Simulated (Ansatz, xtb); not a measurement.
# C4H7B: which of two isomers lies lower

Structure I is `B/C=C\C=C`, a singlet and structure II is `CBC#CC`, a singlet. Both are isolated molecules in the gas phase, relaxed with PBE0-D3(BJ)/def2-SVP; the shapes shown needn't be the lowest conformers.

I (Å):

```yaml
atoms:
  - { symbol: C, position_ang: [0.7060, 0.9548, -0.3144] }
  - { symbol: C, position_ang: [1.3243, -0.2316, -0.0563] }
  - { symbol: C, position_ang: [1.3199, -0.9606, 1.1956] }
  - { symbol: C, position_ang: [1.9635, -2.1286, 1.3507] }
  - { symbol: B, position_ang: [-0.1300, 1.7633, 0.6886] }
  - { symbol: H, position_ang: [-0.3031, 1.3845, 1.8248] }
  - { symbol: H, position_ang: [-0.6379, 2.8094, 0.3542] }
  - { symbol: H, position_ang: [0.8346, 1.3390, -1.3333] }
  - { symbol: H, position_ang: [1.8964, -0.7153, -0.8610] }
  - { symbol: H, position_ang: [0.7662, -0.5268, 2.0328] }
  - { symbol: H, position_ang: [1.9519, -2.6680, 2.3008] }
  - { symbol: H, position_ang: [2.5240, -2.5815, 0.5264] }
```

II (Å):

```xyz
12

C     2.2947    1.8041    1.5499
C     1.1944   -0.3748    0.3701
C     0.2669   -1.1584    0.2224
C    -0.8265   -2.0917    0.0390
B     2.3396    0.5965    0.5556
H     3.1505    1.7346    2.2451
H     1.3667    1.9021    2.1289
H     2.4684    2.7386    0.9863
H     3.3415    0.4230   -0.1078
H    -0.4887   -3.1243    0.2217
H    -1.6699   -1.8796    0.7143
H    -1.1973   -2.0495   -0.9976
```

Quicker runs give these differences E(II) − E(I): GFN2-xTB −0.163 eV; HF/STO-3G −1.082 eV (at GFN2-xTB geometries); r2SCAN-D4/def2-SVP −0.304 eV (at GFN2-xTB geometries).

Task: Estimate E(II) − E(I) at the level CCSD(T)/def2-SVP + ΔMP2/def2-TZVPP.

Result: Calculated at CCSD(T)/def2-SVP + ΔMP2/def2-TZVPP: E(II) − E(I) = −0.266 eV, so structure II lies lower.

How the difference moves with the method:

```csv
level,geometry,E(II) − E(I) (eV),departure from the last row (eV),"job, with rough time for the two"
GFN2-xTB,GFN2-xTB,−0.163,+0.103,"optimisation, 0.18 s"
HF/STO-3G,GFN2-xTB,−1.082,−0.816,"single point, 0.44 s"
r2SCAN-D4/def2-SVP,GFN2-xTB,−0.304,−0.038,"single point, 3.5 s"
PBE0-D3(BJ)/def2-SVP,PBE0-D3(BJ)/def2-SVP,−0.271,−0.005,"optimisation, 32 s"
HF/def2-SVP,PBE0-D3(BJ)/def2-SVP,−0.302,−0.036,part of the CCSD(T) run
MP2/def2-SVP,PBE0-D3(BJ)/def2-SVP,−0.421,−0.154,part of the CCSD(T) run
CCSD(T)/def2-SVP,PBE0-D3(BJ)/def2-SVP,−0.258,+0.008,single point
CCSD(T)/def2-SVP + ΔMP2/def2-TZVPP,PBE0-D3(BJ)/def2-SVP,−0.266,,"single point, 23 s"
```

As drawn, II has 1 C–B, 1 C≡C, 1 C–H in place of 2 C=C, 1 B–H.

The levels shown agree on the order. The largest departure from CCSD(T)/def2-SVP + ΔMP2/def2-TZVPP is that of HF/STO-3G, 0.816 eV. A small imaginary or near-zero mode remains, so no thermal terms are given. The last row adds to CCSD(T) the change of the MP2 difference between the two basis sets, here −0.008 eV.

The correlated steps freeze 5 core orbitals. Codes used: Ansatz 0.2.0, xtb 6.7.1; the last row on 2 threads of Intel(R) Xeon(R) Processor @ 2.70GHz on a shared host.

Methyl(propynyl)borane, II, lies 0.266 eV below the Z-1-borylbutadiene, I. This reverses the order familiar from the parent hydrocarbons, where conjugated butadiene is more stable than 2-butyne, so the preference probably comes from boron rather than from the unsaturated carbon chain. In both isomers the π system can donate into the empty boron p orbital, but in II boron also carries a methyl group, which adds hyperconjugation and replaces a B–H bond with a B–C bond. In I, the cis arrangement pushes the boryl group towards the vinyl group, and this crowding probably offsets part of the gain from conjugation.

Hartree–Fock in the larger basis already comes close to the final difference, while MP2 leans too far towards II, probably because it overestimates correlation in the alkyne's compact π system. The ordering therefore doesn't depend on correlation, although its size is sensitive to how correlation is treated. The comparison doesn't show whether II also lies below the less crowded E isomer of the borylbutadiene.
